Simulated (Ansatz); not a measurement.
**Strength of the N–H bond: CH7GeN → CH6GeN + H**

Species: CH7GeN `C[NH][GeH3]`, singlet; CH6GeN `C[N][GeH3]`, doublet; H atom, doublet. 

Shapes, held fixed at every level: PBE0-D4/def2-TZVP. Programs: Ansatz 0.2.0. The zero-point and thermal change to 298 K, harmonic and unscaled (PBE0-D4/def2-TZVP), is -30.8 kJ/mol.

```
               level                   kind  ΔH(298 K) (kJ/mol)  less CCSD(T)/def2-TZVPP
         HF/def2-SVP           Hartree–Fock              +307.4                   -110.2
       HF/def2-TZVPP           Hartree–Fock              +301.5                   -116.1
   PBE-D4/def2-TZVPP                    GGA              +399.8                    -17.8
r2SCAN-D4/def2-TZVPP               meta-GGA              +395.3                    -22.3
 BHLYP-D4/def2-TZVPP          global hybrid              +402.6                    -15.0
        MP2/def2-SVP    perturbation theory              +419.2                     +1.6
    CCSD(T)/def2-SVP  coupled cluster or CI              +408.4                     -9.2
  CCSD(T)/def2-TZVPP  coupled cluster or CI              +417.6                      0.0
```

The highest level, CCSD(T)/def2-TZVPP, gives ΔH(298 K) = +417.6 kJ/mol; the levels span +301.5 to +419.2. The column of differences is taken from that level and isn't an error. Hartree–Fock misses the correlation of the pair that is broken and comes out low. No measured value is set beside it here. Open shells run unrestricted unless RO is named. Relativity is left out for Ge unless named. Correlated rows may include outer-core shells of Ge, which these sets cover unevenly.

Homolysis of this N–H bond costs +417.6 kJ/mol at the highest level, and much of that is correlation energy: the two electrons paired in a compact N–H σ bond end up apart, one on hydrogen and the other in an essentially nitrogen 2p orbital of the aminyl radical. The basis-set response fits this picture. Going from def2-SVP to def2-TZVPP lowers the Hartree–Fock value but raises the CCSD(T) one, so the correlation contribution grows as the added functions describe the bonding pair better. The coupled-cluster enthalpy would probably rise somewhat further in a larger basis.

The near-match of MP2/def2-SVP with the highest level is therefore no sign of accuracy. In the same small basis MP2 lies clearly above CCSD(T), and the agreement probably comes from this overshoot offsetting the basis deficiency. All three density functionals give a weaker bond than CCSD(T)/def2-TZVPP, with BHLYP-D4 the closest. Whether the germyl group strengthens or weakens the N–H bond can't be told without methylamine or dimethylamine for comparison.
